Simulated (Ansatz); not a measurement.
# Ag: the change of phonon entropy and phonon heat capacity with temperature

All results are calculated (Ansatz 0.2.0). Harmonic phonon free energy (zero-point part included), entropy and heat capacity at constant volume from interpolated force constants; periodic cell, basis, potentials, k mesh and filling as listed.

Structure of every row (space group Fm-3m, No. 225):
```
CELL_PARAMETERS angstrom
0.00000 2.04280 2.04280
2.04280 0.00000 2.04280
2.04280 2.04280 0.00000
ATOMIC_POSITIONS crystal
Ag 0.00000 0.00000 0.00000
```

Settings of every row: functional PBE; dispersion none; potentials PAW; wave cutoff 470 eV; density cutoff 1880 eV; k mesh 14x14x14; k shift 0x0x0; occupations fermi dirac; smearing width 0.1 eV; spin none; SCF threshold exponent -8; phonon method finite displacements; phonon supercell 2x2x2; dipole term of polar modes left out.

Limits: coarse k mesh, up to 40 meV an atom off; small supercell for force constants; volume not checked for rest.

```
row  temperature (K)  phonon entropy (k_B/atom)  phonon heat capacity (k_B/atom)  phonon free energy (meV/atom)
  1              100                      1.988                             2.37                          14.86
  2              300                       4.98                            2.918                         -49.03
  3              500                      6.486                             2.97                         -148.9
  4              700                          ?                                ?                              ?
  5              900                      8.239                            2.991                        -405.59
```

Question: what phonon entropy and phonon heat capacity should row 4 give?

Worked fit of phonon entropy. Entropy rises as the heat capacity times the change of ln T, so take t = ln(T / 300 K). The shown rows have t = -1.0986, 0, 0.5108, 1.0986. Least squares give phonon entropy = 4.9907 + 2.84788 × t + 0.10294 × t² k_B/atom; a straight line predicts inner rows, each left out in turn, worse (root mean square 0.081 against 0.027 k_B/atom). The rows lie off it by 0.002, -0.011, 0.014, -0.005 (root mean square 0.0093 k_B/atom). The slope at t = 0, 2.85 k_B/atom, estimates the heat capacity at 300 K. The withheld row has t = 0.8473, so the fit gives 4.9907 + 2.84788 × (0.8473) + 0.10294 × (0.8473)² = 7.478 k_B/atom.

The calculation gave 7.488 k_B/atom. The fit lies 0.010 k_B/atom (0.16 % of the column's range) below it; its largest miss of a shown row is 0.014 k_B/atom.

Worked fit of phonon heat capacity. At high temperature a harmonic heat capacity falls short of its limit by a term in 1/T², so take t = (100 K / T)². The shown rows have t = 1, 0.11111, 0.04, 0.01235. Least squares give phonon heat capacity = 3.0001 − 0.7536 × t + 0.1235 × t² k_B/atom; a straight line predicts inner rows, each left out in turn, worse (root mean square 0.0067 against 0.00078 k_B/atom). All shown rows lie on it to the printed digit. The constant, 3.0001 k_B/atom, is to be held against the harmonic limit of 3 k_B an atom. The withheld row has t = 0.02041, so the fit gives 3.0001 − 0.7536 × (0.02041) + 0.1235 × (0.02041)² = 2.985 k_B/atom.

The calculation gave 2.984 k_B/atom. The fit lies 0.001 k_B/atom (0.16 % of the column's range) above it, one unit of the last digit.

The other values of row 4: phonon free energy -269.79 meV/atom.
